## What the levels are

The HOMO and LUMO are the energies of the highest occupied and lowest empty orbitals, and the gap is the LUMO minus the HOMO. Here they come from a range-separated hybrid functional, for one conformer of each molecule. The dipole moment comes from a meta-GGA, r2SCAN.

Every LUMO in the table is positive, so it describes an electron that the molecule does not bind, and its energy depends on the basis set. The gap between two orbital energies is not an excitation energy, and with such a LUMO it is not a property to compare with experiment either. The explanation below rests mainly on differences between these molecules, and those in the LUMO are the less secure.

Isolated chlorosilylamine molecules, one conformer each, calculated with Ansatz 0.2.0 at PBE0-D4/def2-TZVP geometries. HOMO, LUMO and gap are from wB97M-V/def2-TZVPP, dipole moments from r2SCAN-D4/def2-TZVPP. The bond columns give the number of single bonds of each kind in the molecule.

| SMILES | formula | heavy atoms | bonds C-N | bonds Si-N | bonds Si-Cl | bonds H-C | HOMO (eV) | LUMO (eV) | gap (eV) | dipole (D) |
| --- | --- | --- | --- | --- | --- | --- | --- | --- | --- | --- |
| C=CN[SiH2]Cl | C2H6ClNSi | 5 | 1 | 1 | 1 | 3 | -8.70 | 2.06 | 10.76 | 1.39 |
| CCN[SiH2]Cl | C2H8ClNSi | 5 | 1 | 1 | 1 | 5 | -9.62 | 2.16 | 11.78 | 2.26 |
| CN([SiH3])[SiH2]Cl | CH8ClNSi2 | 5 | 1 | 2 | 1 | 3 | -9.80 | 1.81 | 11.60 | 1.78 |
| C=CN([SiH2]Cl)[SiH2]Cl | C2H7Cl2NSi2 | 7 | 1 | 2 | 2 | 3 | -9.17 | 1.63 | 10.80 | 0.47 |
| CC(C)N(C)[SiH2]Cl | C4H12ClNSi | 7 | 2 | 1 | 1 | 10 | -9.10 | 2.33 | 11.43 | 2.37 |

## Size is not the cause

The two molecules with a vinyl group (C=C) on nitrogen have nearly equal gaps, 10.76 and 10.80 eV, although one has five heavy atoms and the other seven. The three saturated molecules lie between 11.43 and 11.78 eV. Two questions follow: why vinyl narrows the gap, and why the other groups on nitrogen change it less.

## Where the HOMO sits

The HOMO is most plausibly the nitrogen lone pair. No orbital shapes are at hand to prove it, but three facts support it. Among the four molecules with a single Si-Cl bond, the HOMO runs from -9.80 to -8.70 eV, too wide a range for a lone pair on a chlorine whose surroundings hardly change. Further output of the same calculation also puts the HOMO of the ethyl compound, CCN[SiH2]Cl, 1.26 eV above the next occupied level. From this compound to its vinyl partner the next two levels sink by about 0.3 eV, and so does the chlorine 1s level, while the HOMO rises. Those two levels are therefore most likely the chlorine lone pairs, and the HOMO is something else.

## Why vinyl raises it

Replacing ethyl by vinyl raises the HOMO by 0.92 eV and lowers the LUMO by only 0.10 eV. With this functional, almost all of the narrowing comes from the occupied side.

Theory offers a direct reason. Vinyl brings a filled π orbital that can overlap with the lone pair. Two filled levels that mix repel each other, and the upper one becomes the new HOMO. With n the lone-pair energy before mixing, π the energy of the C=C orbital and β their coupling, the mixed levels E obey

(E − n)(E − π) = β².

The upper root lies above n by β²/(E − π). The lift is large when the coupling is strong and the π level is not far below.

## An estimate worked through

Take n = -9.62 eV from the ethyl compound, E = -8.70 eV from its vinyl partner, and π = -10.5 eV, a trial value chosen to lie near the π level of ethylene. Then

β² = 0.92 × 1.80 ≈ 1.66 eV², so β ≈ 1.3 eV.

This step only fixes β, and probably too low. The nitrogen 1s level lies 0.60 eV deeper in the vinyl compound than in the ethyl one, so the unmixed lone pair is probably deeper there too. The test is the vinyl compound with two silyl groups, which played no part in it. Its unmixed lone pair is taken from the methyl compound with two silyl groups, n = -9.80 eV:

E = (-9.80 − 10.5)/2 + √(0.35² + 1.66) ≈ -8.82 eV.

The table has -9.17 eV, so the prediction is 0.35 eV too high. The model expects a lift of 0.98 eV, but the HOMO rises by only 0.63 eV. Moving the assumed π level by 0.5 eV either way hardly alters the miss.

Several causes could account for it. The reference molecule has one chlorine fewer, and a second chlorine should pull both n and π down. The miss would also vanish if β fell to 0.71 of its value, which means a vinyl group twisted by about 45° if β follows the cosine of the angle.

Further output speaks against such a twist. The geometry was relaxed with another functional, so small forces remain on the atoms, mostly along the bonds. They place the C=C bond close to the plane of the nitrogen and its two silicon atoms. Lower n and π levels are therefore the likelier cause, though not a proven one.

## What alkyl and silyl groups do

Alkyl groups have filled C-H and C-C orbitals below the lone pair, which push it up in the same way as π does, but more weakly. From the ethyl compound to the isopropyl-methyl compound the HOMO rises by 0.52 eV and the LUMO by 0.17 eV.

A chlorosilyl group acts the other way. Its polar Si-Cl bond stabilises electrons nearby, and its empty σ* orbitals can accept some lone-pair density. When SiH2Cl replaces the N-H hydrogen of the smaller vinyl compound, the HOMO falls by 0.47 eV and the LUMO by 0.43 eV. The gap changes by only 0.04 eV because the two shifts happen to cancel.

The LUMO may be a σ* orbital centred on silicon, which would explain why it is lowest in the two molecules with two silyl groups. This remains an assignment by argument: a vinyl π* orbital of similar energy is not excluded. The order also depends on the functional. With r2SCAN the LUMO of the smaller vinyl compound, which has one silyl group, is level with that of the methyl compound with two.

A compact summary uses x, the number of C-N bonds minus the number of Si-N bonds. Least squares over all five rows gives a HOMO that rises by 0.76 eV for vinyl and 0.37 eV per unit of x, with an rms residual of 0.07 eV. Replacing x by the number of Si-Cl bonds raises the residual to 0.23 eV. Three parameters for five rows describe the pattern but do not prove its cause. For the gap the two choices do about equally well, since vinyl does nearly all the work.

## The irregular rows

**The widest gap belongs to the ethyl compound.** Both saturated neighbours have lost the N-H hydrogen, and each loses gap for a different reason. In the isopropyl-methyl compound the HOMO rises more than the LUMO. In the methyl compound with two silyl groups the LUMO falls by 0.35 eV and the HOMO by only 0.18 eV. Part of that last shift may come from the exchange of ethyl for methyl.

**A saturated molecule overtakes a vinyl one.** The HOMO of the isopropyl-methyl compound lies 0.07 eV above that of the vinyl compound with two silyl groups. Alkyl groups raise the first, while the second silyl group offsets much of the vinyl lift in the other. Their gaps still differ by 0.63 eV, because their LUMOs differ by 0.70 eV.

**The smallest dipole goes with the most Si-Cl bonds.** Dipoles add as vectors. Two equal moments of 1.39 D, the value for the smaller vinyl compound, would leave 0.47 D if they pointed about 161° apart. An angle that fits proves nothing by itself, but further output supports it: the forces left on the two chlorine atoms, which run mostly along the Si-Cl bonds, point in nearly opposite directions. Near-cancellation of the two SiH2Cl groups is thus the likely reason. Another conformer could have a much larger moment.

## How far the level of theory matters

Further output with r2SCAN gives a check. From the ethyl compound to the smaller vinyl compound, r2SCAN raises the HOMO by 0.63 eV and lowers the LUMO by 0.60 eV, where the hybrid gives 0.92 and 0.10 eV. From the ethyl compound to the vinyl compound with two silyl groups, the gap narrows by 1.27 eV, against 0.98 eV with the hybrid. The hybrid divides this almost evenly between a higher HOMO and a lower LUMO; r2SCAN puts 1.13 eV of it on the LUMO. The narrowing survives the change of functional, but its division between the levels does not. That vinyl acts almost wholly through the HOMO is therefore a result of the hybrid alone; the rise of the HOMO itself appears with both functionals.

## Guessing a neighbour

Ask first whether an electron-rich π group such as vinyl can line up with the nitrogen lone pair; if so, expect a higher HOMO and a narrower gap than in the saturated counterpart. An electron-poor group such as C=O is another matter, since it draws the lone pair down. Then count the other groups: alkyl raises both levels and chlorosilyl lowers both. Adding a methyl group to the nitrogen of the smaller vinyl compound should therefore raise its HOMO further, provided that crowding does not twist the vinyl group.
